**Q:** The table follows the mean potential energy of an electron through a five-layer tungsten slab and out into the vacuum on both sides. Inside, it swings by almost 20 eV between atomic planes and the gaps between them. Outside, it levels off within a few ångströms. I thought a metal pulls on an electron much farther out than that, through the image charge. Why is the curve flat so soon?

Planar mean of the smooth electrostatic potential energy of an electron through an unrelaxed five-layer W(110) slab with 15 Å of vacuum, computed with Ansatz 0.2.0 (PBE, scalar-relativistic plane-wave PAW). The run is non-spin-polarized, with a 420 eV cutoff, a 13×13×1 k mesh, Gaussian smearing of 0.1 eV and a dipole correction.

| height (Å) | potential energy of an electron from the Fermi level (valence top where gapped) (eV) |
| --- | --- |
| 2.67 | 4.890 |
| 3.26 | 4.890 |
| 3.85 | 4.880 |
| 4.45 | 4.850 |
| 5.04 | 4.710 |
| 5.63 | 4.100 |
| 6.22 | 1.610 |
| 6.82 | -8.690 |
| 7.41 | -21.200 |
| 8.00 | -13.950 |
| 8.59 | -2.510 |
| 9.19 | -12.570 |
| 9.78 | -22.050 |
| 10.37 | -11.020 |
| 10.96 | -2.920 |
| 11.56 | -15.750 |
| 12.15 | -21.250 |
| 12.74 | -7.760 |
| 13.34 | -4.160 |
| 13.93 | -18.580 |
| 14.52 | -19.660 |
| 15.11 | -5.010 |
| 15.71 | -6.170 |
| 16.30 | -20.110 |
| 16.89 | -16.650 |
| 17.48 | -1.770 |
| 18.08 | 3.270 |
| 18.67 | 4.510 |
| 19.26 | 4.800 |
| 19.86 | 4.870 |
| 20.45 | 4.890 |
| 21.04 | 4.890 |

**A:** First fix what is to be explained. The slab is metallic, so the zero is the Fermi level, and the plateau of 4.89 eV is the work function: the energy needed to take an electron from the Fermi level to rest outside. Let $s$ be the amount by which the potential still lies below that plateau, and $d$ the distance from the nearest outermost atomic plane. These planes sit at heights of about 7.5 and 16.5 Å. The question is then how $s$ shrinks as $d$ grows.

**Q:** And the unequal wells inside the slab?

**A:** They come mainly from the heights at which the curve is read, which meet some planes almost exactly and miss others. The slab is mirror-symmetric, so a difference between its left and right halves has no physical meaning. Outside, where the curve is smooth, the points from the two faces fall on one common curve of $s$ against $d$.

**Q:** Then let me try the image charge. It lowers the energy by $e^2/4d$, with $e^2\approx 14$ eV Å. At height 19.26 Å, where $d$ is 2.76 Å, that makes 1.3 eV.

**A:** The table has 0.09 eV there. Counting from the atomic plane was even generous to the image law, because the effective image plane lies farther out, which makes the predicted attraction stronger. The shape is wrong too. Counted from the atomic plane, the image law falls by a factor of less than two between heights 18.08 and 19.26 Å, while $s$ falls by a factor of 18. An image plane placed farther out would steepen the law close to that plane, but it would worsen the size, and it still could not follow the steady exponential fall of the outer rows.

**Q:** So tungsten has no image attraction?

**A:** A real electron leaving tungsten does feel it. The image charge is the metal's response to that particular electron, a correlation effect. The table shows the electrostatic potential of the undisturbed slab, in which no electron is leaving. The image law therefore fails as an explanation of this curve, and the curve is not the full barrier that a departing electron meets. Adding PBE's exchange-correlation potential would not bring the image law back, because that potential also dies away with the electron density.

**Q:** A factor of 18 in little more than one ångström looks exponential.

**A:** It is, very nearly. A straight line through the logarithm of $s$, fitted to the five rows with $d$ between 1.6 and 2.8 Å, gives a decay rate of 2.46 per ångström, or a tenfold fall every 0.94 Å. The three rows next farther out, which the fit did not use, agree with it to within the rounding of the table. The output printed below gives the details.

**Q:** Then I have a candidate. A surface is a regular lattice of charges, and outside a lattice the potential dies away as $e^{-Gd}$, with $G$ equal to $2\pi$ over the spacing of the atomic rows. The cell gives 2.599 Å for that spacing, so $G=2\pi/2.599=2.42$ per ångström. That is within 2% of the fitted rate!

**A:** The table cannot even tell the two rates apart, since rounding alone could shift the fitted one by up to 0.08 per ångström. Still, the explanation is wrong. The term you describe is the sideways ripple of the potential, deeper over an atom and shallower between atoms. The table shows the mean over a whole plane parallel to the surface, and in that mean each ripple cancels exactly. The match between the two rates is a coincidence.

**Q:** What is left once the ripples are averaged away?

**A:** Only the charge of each plane as a whole. For a planar mean, Poisson's equation says that the potential can bend only where there is net charge. Had all the electrons stopped at some height, the potential would be flat from there on, because the slab is neutral. A nonzero $s$ at some distance thus tells you that electrons are still to be found farther out. They leave the slab behind them slightly positive, and that positive charge pulls an electron back.

**Q:** So the tail of the potential is really the tail of the electron cloud?

**A:** Yes, and the two fall at the same rate. If the electron density $n$ falls as $e^{-\lambda d}$, Poisson's equation, $s''=4\pi e^2 n$, gives after two integrations an $s$ that falls as $e^{-\lambda d}$ as well. What remains is to say what sets $\lambda$.

**Q:** Electrons leak out of the metal by tunnelling, so the height of the barrier should matter.

**A:** That gives an estimate from the work function $W$ alone. An electron at the Fermi level lacks the energy $W$ to escape, so far outside the metal, where the barrier has its full height, its wave function falls as $e^{-\kappa d}$, with $\kappa=\sqrt{2mW}/\hbar$. With $\hbar^2/2m\approx 3.8$ eV Å$^2$, this is $\kappa=\sqrt{4.89/3.8}=1.13$ per ångström. The density is the square of the wave function, so $\lambda=2\kappa=2.27$ per ångström.

**Q:** That is 8% below the fitted rate. My wrong explanation did better.

**A:** It did, and the 8% is more than rounding can account for. The estimate treats all spilled electrons as if they came from the Fermi level and moved straight outwards. Many lie deeper, or carry part of their energy in sideways motion, and these fade faster. To reproduce the fitted rate, the simple formula would need a barrier of 5.8 eV, about 0.9 eV above the work function. An average over all these electrons is expected to shift it in that direction, but the 0.9 eV is only an effective figure, not the mean extra depth of the spilled electrons.

**Q:** Is that average the proven cause of the miss?

**A:** No, it is argued from theory. Other effects pull the opposite way, because close to the surface the barrier has not yet reached its full height. At 1.6 Å from the last plane its electrostatic part is still 1.6 eV short, and exchange and correlation, which fade much more slowly than the density itself, are expected to lower it by several eV more. An electron at the Fermi level moving straight outwards may then meet little or no barrier at the inner end of the fitted range, so the tail there should owe much to deeper and sideways-moving electrons. The curve shows only the net of these opposite corrections, each probably larger than 8%, so the closeness of the simple estimate is partly luck. To separate these effects, one would need at least the density of the spilled electrons sorted by energy and by sideways motion.

**Q:** Could a different slab at least tell my lattice idea from tunnelling by its numbers?

**A:** A more open face of tungsten would be a good choice. Its atomic rows lie farther apart, so the lattice rate would drop markedly. The work function is usually lower on such a face, but the tunnelling rate depends only on its square root. If the mix of spilled electrons stays similar, I would therefore expect the tail there to fall only a little more slowly than it does here.

**Q:** How many electrons are we talking about?

**A:** Take height 18.08 Å, which is 1.6 Å outside the last plane. There $s$ is 1.62 eV, and its slope is $\lambda s$. Gauss's law turns this slope into $\lambda s/(4\pi e^2)$ electrons per unit area beyond that height, and multiplying by the area of one surface atom gives about 0.16 electrons per atom. This small share, out of 14 electrons treated per atom, produces the last 1.6 eV of the climb to the vacuum level.

**Q:** Does the exponential also hold closer in?

**A:** Roughly, down to about 0.7 Å from the outer plane: at height 6.82 Å the fitted curve is only 8% too high. At height 16.89 Å, about 0.4 Å from the plane, it would put $s$ at 30 eV, while the table gives $4.89+16.65=21.5$ eV. This close in, the plane of averaging cuts through the atoms themselves, where the ion cores can shape the potential too. Agreement with the fit there is therefore no proof that the electron tail alone is at work. The depth of the wells also depends on how the calculation smooths the potential near the nuclei, so it should not be read as a binding energy.

**Q:** If I need a work function from such a curve, where may I read it?

**A:** On this slab, 2.8 Å outside the last plane is still 0.09 eV too low, while at 3.4 Å the error has shrunk to 0.02 eV. The short tail makes the reading easy, but it does not make the value exact. The atoms were left at their bulk positions, spin-orbit coupling was omitted, and only one slab thickness was computed.

The analysis program printed:

```
fit of y on 5 rows (tail): constant 4.359 +/- 0.036, coefficient of d -2.46 +/- 0.016; rms 0.0118, worst 5.04 0.0217, leave-one-out rms 0.0212
  rows outside the fit (model, value, miss): 2.67 -7.523, -9.21, 1.69; 3.26 -6.071, -9.21, 3.14; 3.85 -4.62, -4.595, -0.0248; 4.45 -3.144, -3.216, 0.0724; 6.22 1.21, 1.188, 0.0225; 6.82 2.686, 2.609, 0.0778; 7.41 4.138, 3.262, 0.876; 8.0 5.589, 2.936, 2.65; 8.59 7.041, 2.001, 5.04; 9.19 8.517, 2.86, 5.66; 9.78 9.968, 3.294, 6.67; 10.37 11.42, 2.767, 8.65; 10.96 12.87, 2.055, 10.8; 11.56 14.35, 3.027, 11.3; 12.15 15.07, 3.263, 11.8; 12.74 13.62, 2.538, 11.1; 13.34 12.14, 2.203, 9.94; 13.93 10.69, 3.156, 7.54; 14.52 9.24, 3.201, 6.04; 15.11 7.789, 2.293, 5.5; 15.71 6.313, 2.403, 3.91; 16.3 4.861, 3.219, 1.64; 16.89 3.41, 3.07, 0.34; 17.48 1.958, 1.896, 0.0621; 19.86 -3.897, -3.907, 0.0103; 20.45 -5.348, -9.21, 3.86; 21.04 -6.8, -9.21, 2.41
distance from the nearest outer plane, outer rows (angstrom): 3.65, 3.05, 2.46, 1.87, 1.28, 1.576, 2.166, 2.756, 3.356
shortfall below the vacuum level, same rows (eV): 0.0101, 0.0401, 0.1801, 0.7901, 3.28, 1.62, 0.3801, 0.0901, 0.0201
shortfall from the fitted exponential, same rows (eV): 0.009852, 0.04311, 0.184, 0.7858, 3.355, 1.62, 0.3794, 0.08886, 0.02031
image law e2/4d from the atomic plane, same rows (eV): 0.9863, 1.18, 1.463, 1.925, 2.813, 2.284, 1.662, 1.306, 1.073
fitted decay rate (1/angstrom): 2.46
largest change of that rate by rounding of the table (1/angstrom): 0.07631
tunnelling rate from the work function (1/angstrom): 2.266
tunnelling rate less fitted rate (percent): -7.896
lattice rate G from the row spacing (1/angstrom): 2.418
lattice rate less fitted rate (percent): -1.729
distance for a tenfold fall (angstrom): 0.936
barrier that would give the fitted rate (eV): 5.765
fall of the shortfall from height 18.08 to 19.26 (factor): 17.98
same fall by the tunnelling rate (factor): 14.49
same fall by the lattice rate (factor): 17.33
same fall by the image law (factor): 1.749
electrons per surface atom beyond height 18.08, from Poisson and the fitted rate: 0.1578
```
